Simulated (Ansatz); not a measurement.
**Strength of the Si–Si bond: CH8OSi2 → CH5OSi + SiH3**

Species: CH8OSi2 `CO[SiH2][SiH3]`, singlet; CH5OSi `CO[SiH2]`, doublet; SiH3 (silyl radical) `[SiH3]`, doublet. 

Shapes, held fixed at every level: PBE0-D4/def2-TZVP. Flexible molecules stand in one conformer, not always the lowest. Programs: Ansatz 0.2.0. The zero-point and thermal change to 298 K, harmonic and unscaled (PBE0-D4/def2-TZVP), is -10.6 kJ/mol.

Estimate ΔH(298 K) of this reaction.

The highest level, CCSD(T)/CBS estimate, gives ΔH(298 K) = +323.0 kJ/mol; the levels span +229.5 to +323.0. The column of differences is taken from that level and isn't an error. Hartree–Fock misses the correlation of the pair that is broken and comes out low. No measured value is set beside it here. Open shells run unrestricted unless RO is named. The CBS estimate extrapolates MP2 from def2-TZVPP and def2-QZVPP and adds CCSD(T) − MP2 in the triple-zeta set, cores frozen. Times are processor times on shared x86 and Arm servers, and rough.

| level | kind | ΔH(298 K) (kJ/mol) | less CCSD(T)/CBS estimate | CPU time (sum over the molecules) |
| --- | --- | --- | --- | --- |
| HF/def2-TZVPP | Hartree–Fock | +229.5 | -93.5 | – |
| r2SCAN-D4/def2-TZVPP | meta-GGA | +293.9 | -29.1 | 36 s |
| B3LYP-D4/def2-TZVPP | global hybrid | +302.6 | -20.4 | 34 s |
| r2SCAN0-D4/def2-TZVPP | global hybrid | +296.0 | -27.0 | 38 s |
| MP2/def2-TZVPP | perturbation theory | +311.5 | -11.5 | – |
| CCSD(T)/def2-SVP | coupled cluster or CI | +296.2 | -26.8 | 25 s |
| CCSD(T)/def2-TZVPP | coupled cluster or CI | +311.5 | -11.5 | 9.4 min |
| CCSD(T)/CBS estimate | coupled cluster or CI | +323.0 | 0.0 | 12 min |

Breaking the Si–Si bond costs +323.0 kJ/mol at the highest level, a strong single bond but one weaker than a typical C–C bond, because the diffuse silicon 3s and 3p orbitals overlap less effectively. The silyl fragments gain little from relaxation: their radical centres stay pyramidal, with the unpaired electron in an orbital of appreciable s character.

MP2 and CCSD(T) coincide at +311.5 kJ/mol in the triple-zeta basis, so the higher-order contributions to the reaction enthalpy nearly cancel. The further rise to the final estimate therefore comes from the MP2 basis-set extrapolation, and basis incompleteness matters more here than correlation beyond second order. The density functionals all give a weaker bond, and the small change from r2SCAN to r2SCAN0 suggests that the shortfall lies mainly in their description of correlation rather than in the share of exact exchange. Without the corresponding cleavage of unsubstituted disilane, the effect of the methoxy group on the bond strength remains undetermined.
